## Relativity in a screened core shell: 2s along the magnesium sequence

Calculated values. Orbital energies ε and mean radii <r> of the 2s shell in the 12-electron atom and ions, all [Ne] 3s2, from the B-spline radial atomic code, version 1, at the radial basis limit. Non-relativistic Hartree-Fock with a point nucleus is compared with four-component Dirac-Coulomb Hartree-Fock with a Fermi nucleus, both averaged over the configuration.

```
species   Z  charge (e)  ε(2s), non-rel. (hartree)  ε(2s1/2), Dirac (hartree)  ε(Dirac)/ε(non-rel.) − 1 (%)  <r>(2s), non-rel. (bohr)  <r>(2s1/2), Dirac (bohr)  <r>(Dirac)/<r>(non-rel.) − 1 (%)
     Mg  12           0                   -3.76772                   -3.78014                         0.330                   0.69034                   0.68864                            -0.246
    Al+  13           1                   -5.21758                   -5.23616                         0.356                   0.61955                   0.61777                            -0.287
   Si2+  14           2                   -6.94624                   -6.97326                         0.389                   0.56181                   0.55994                            -0.333
    P3+  15           3                   -8.93960                   -8.97785                         0.428                   0.51385                   0.51188                            -0.383
    S4+  16           4                   -11.1919                   -11.2446                         0.472                   0.47340                   0.47133                            -0.436
   Cl5+  17           5                   -13.7000                   -13.7713                         0.520                   0.43883                   0.43666                            -0.494
   Ar6+  18           6                   -16.4624                   -16.5568                         0.573                   0.40895                   0.40668                            -0.556
    K7+  19           7                   -19.4779                   -19.6007                         0.630                   0.38288                   0.38049                            -0.622
   Ca8+  20           8                   -22.7457                   -22.9030                         0.692                   0.35992                   0.35743                            -0.692
   Sc9+  21           9                   -26.2654                   -26.4642                         0.757                   0.33956                   0.33696                            -0.766
  Ti10+  22          10                   -30.0366                   -30.2846                         0.826                   0.32138                   0.31867                            -0.844
   V11+  23          11                   -34.0591                   -34.3651                         0.898                   0.30504                   0.30222                            -0.927
  Cr12+  24          12                   -38.3325                   -38.7063                         0.975                   0.29029                   0.28735                             -1.01
  Mn13+  25          13                   -42.8568                   -43.3091                          1.06                   0.27689                   0.27384                             -1.10
```

For a 2s electron at $Z$ between 12 and 25, relativity is a correction of a few tenths of a per cent to about one per cent, in energy and in size alike. Its scale is $(Z\alpha)^2$ with $\alpha \approx 1/137$, times a factor near one third, or somewhat more for the energy near the neutral end. In absolute terms the shift runs from about 0.01 to about 0.5 hartree.

Here ε(2s) is the Hartree-Fock orbital energy and $\langle r\rangle$ the mean radius of the orbital, 2s1/2 is its Dirac counterpart, and the two percentage columns give the relative change. All species are closed-shell with twelve electrons, and the charge is $Z-12$, so the effects of $Z$ and of charge cannot be told apart. The large fall of ε and $\langle r\rangle$ down the columns is already there without relativity. In every row the Dirac orbital is deeper and smaller, and no row breaks the smooth run. The two percentages nevertheless grow differently. From Mg to Mn13+, $Z^2$ rises by a factor 4.34, the contraction by 4.48 and the deepening by only 3.20.

### The one-electron yardstick

An s electron passes close to the nucleus and moves fast there. To first order its energy is lowered by the mass-velocity term and raised by the Darwin term. For a hydrogenic 2s state these are $-\tfrac{13}{128}\alpha^2Z^4$ and $+\tfrac{8}{128}\alpha^2Z^4$ hartree, so that

$$E = -\frac{Z^2}{8} - \frac{5}{128}\alpha^2 Z^4, \qquad \frac{\Delta E}{E} = \frac{5}{16}(Z\alpha)^2, \qquad \langle r\rangle = \frac{6}{Z}\left[1-\frac{35}{96}(Z\alpha)^2\right].$$

Higher orders add only 1.8 % to the energy shift and 0.6 % to the contraction of a bare ion with $Z=25$. Spin-orbit coupling does not split an s shell and plays no direct part. The change from a point to a finite nucleus is worth about $10^{-4}$ hartree in V11+, by a first-order estimate from its 2s density at the nucleus, which is 0.03 % of the shift.

### Why the energy percentage lags

The percentage is a quotient, and screening acts unequally on its two parts. In Mg the relativistic shift is 0.288 of the bare-nucleus value, but the non-relativistic energy is only 0.209 of $Z^2/8$. The quotient 0.288/0.209 puts the Mg percentage at 1.38 times the hydrogenic one. In Mn13+ the fractions are 0.557 and 0.549, and the excess has shrunk to about 1.5 %, no more than the higher orders alone would add for a bare ion. The excess falls from each row to the next. The slow growth thus comes from a high start: Mg has a small denominator. The local power of $Z$ rises from 0.96 at the first step to 1.94 at the last, and a single power (1.63, by least squares of logarithms over all rows) only averages over this change.

The non-relativistic columns show where the small denominator comes from. One effective charge can be read from the radius, $Z_r = 6/\langle r\rangle$, and another from the energy, $Z_e=\sqrt{8|\varepsilon|}$. Both screening constants hardly move: $\sigma = Z-Z_r$ stays between 3.31 and 3.33, and $s = Z-Z_e$ between 6.48 and 6.55. The energy is screened about twice as much as the size.

Electrostatics gives the reason. A spherical charge lying outside an electron raises its potential by a constant and exerts no force on it, so it lifts ε and leaves the orbital's shape alone. The 3s pair lies mostly outside 2s, and the other seven $n=2$ electrons lie partly outside at any instant. Si2+ shows the proportions. A hydrogenic orbital of its size would have $10.68^2/8 = 14.3$ hartree of binding, against 6.95 in the table. The 3s pair supplies at most twice the $\langle 1/r\rangle$ of its orbital, about 1.3 hartree, of the gap, and most of the rest must, on this argument, come from the $n=2$ shell. A constant potential changes no velocity and hence no relativistic term. The shift should therefore follow the shape of the orbital, that is $Z_r$, while the denominator follows $Z_e$:

$$|\Delta\varepsilon| \approx \frac{5}{128}\alpha^2 Z_r^4, \qquad \frac{\text{percentage}}{\text{hydrogenic percentage}} \approx \frac{(Z-\sigma)^4}{Z^2(Z-s)^2}.$$

For Ca8+, $Z_r = 6/0.35992 = 16.67$ and $Z_r^4 = 7.72\times10^4$. With $\tfrac{5}{128}\alpha^2 = 2.08\times10^{-6}$ the shift is 0.161 hartree. The table gives $22.9030-22.7457=0.1573$, so the estimate is 2 % too large. Nothing was fitted; only the row's own non-relativistic radius went in. Relative to the tabulated shift the formula is 4.4 % low for Mg, where screening takes the largest share of $Z$, and at most 2.2 % high (K7+). These misfits lie well beyond rounding, which is under 0.2 % of the shift. With $\sigma$ and $s$ fixed at their means over the fourteen rows, 3.33 and 6.52, the ratio falls from 1.31 to 1.03, against 1.38 and 1.015 from the table. It nears 1 so early because the leading term of its departure from 1, $(2s-4\sigma)/Z$, almost vanishes when $s\approx2\sigma$.

The agreement does not hold term by term. The 2s density at the nucleus of Si2+ gives a Darwin term of $+0.068$ hartree, where the hydrogenic value at $Z_r$ is $+0.043$. The first of these is 2.5 times the net shift, against 8/5 for one electron. Near the nucleus the electron sees more than $Z_r$, and in this ion the good total rests on compensating errors. One likely contribution is the repulsion from the other shells, which contract too and push ε back up; the formula leaves it out. So $Z_r^4$ is a good estimate of the shift, but its success does not prove the mechanism. The small denominator does not depend on it.

### Why the radius follows the bare charge

For the contraction the screened charge fails: the table exceeds the Dirac formula at $Z_r$ by a factor 1.68 for Mg and 1.20 for Mn13+. The unscreened formula does far better. Multiplied by 0.885, the mean ratio over all rows, it is within 1.9 % of every tabulated contraction, and the log-log slope against $Z$ is 2.05.

A plausible argument runs through the phase of the radial wave. Relativity acts in the inner lobe, where the electron feels nearly the whole nuclear charge, and pulls the node inward as if $n$ were lowered by an amount proportional to $(Z\alpha)^2$. Since $\langle r\rangle \propto n^2/Z_r$, the relative contraction is twice the relative change of $n$, and the outer charge cancels. No constant potential enters a radius, so there is no small denominator.

Carried over to the energy, the same picture gives a shift proportional to $Z^2$ times an outer charge squared, and it is less successful. With $Z_e$ it merely reproduces the hydrogenic percentage and is 27 % low for Mg, though as good as $Z_r^4$ at Mn13+. With $Z_r$ it exceeds the $Z_r^4$ form by a factor $(12/8.69)^2\approx1.9$ for Mg. An indirect effect would lessen this excess, since contracted shells repel each other more. The total electron-electron energy does rise with relativity, by 0.676 hartree in K7+ and 1.335 in V11+, but a total does not say how much falls on 2s. That this repulsion, with some screening by 1s in the inner lobe, also explains a factor below 1 for the radius is a guess. The factor drifts from 0.873 (Al+, Si2+) to 0.902; Mg sits at 0.879, a rise of under 1 % that exceeds the rounding but is left unexplained here.

### Carrying the result over

Along this sequence the 2s core shell contracts by somewhat less than the hydrogenic percentage at full $Z$. Its energy percentage depends on how much outer charge lifts ε, and is highest relative to $(Z\alpha)^2$ at the neutral end. The next ions of this sequence should lie close to the hydrogenic percentage, provided that its higher orders in $Z\alpha$, already felt at Mn13+, are kept. The outer 3s level deepens less than 2s in K7+ (0.399 % against 0.630 %) and V11+ (0.604 % against 0.898 %), the direction that the hydrogenic coefficient 1/4 for 3s suggests.

The Dirac-Coulomb shift is not the whole relativistic effect. The Breit, self-energy and vacuum-polarisation terms, left out of ε, raise 2s by 0.375 eV in K7+ and 0.756 eV in V11+, cancelling 11 % and 9 % of the shift, which is more than the error of the model. And ε is an uncorrelated orbital energy without relaxation of the ion, so the percentages refer to it and not to a measured 2s binding energy.
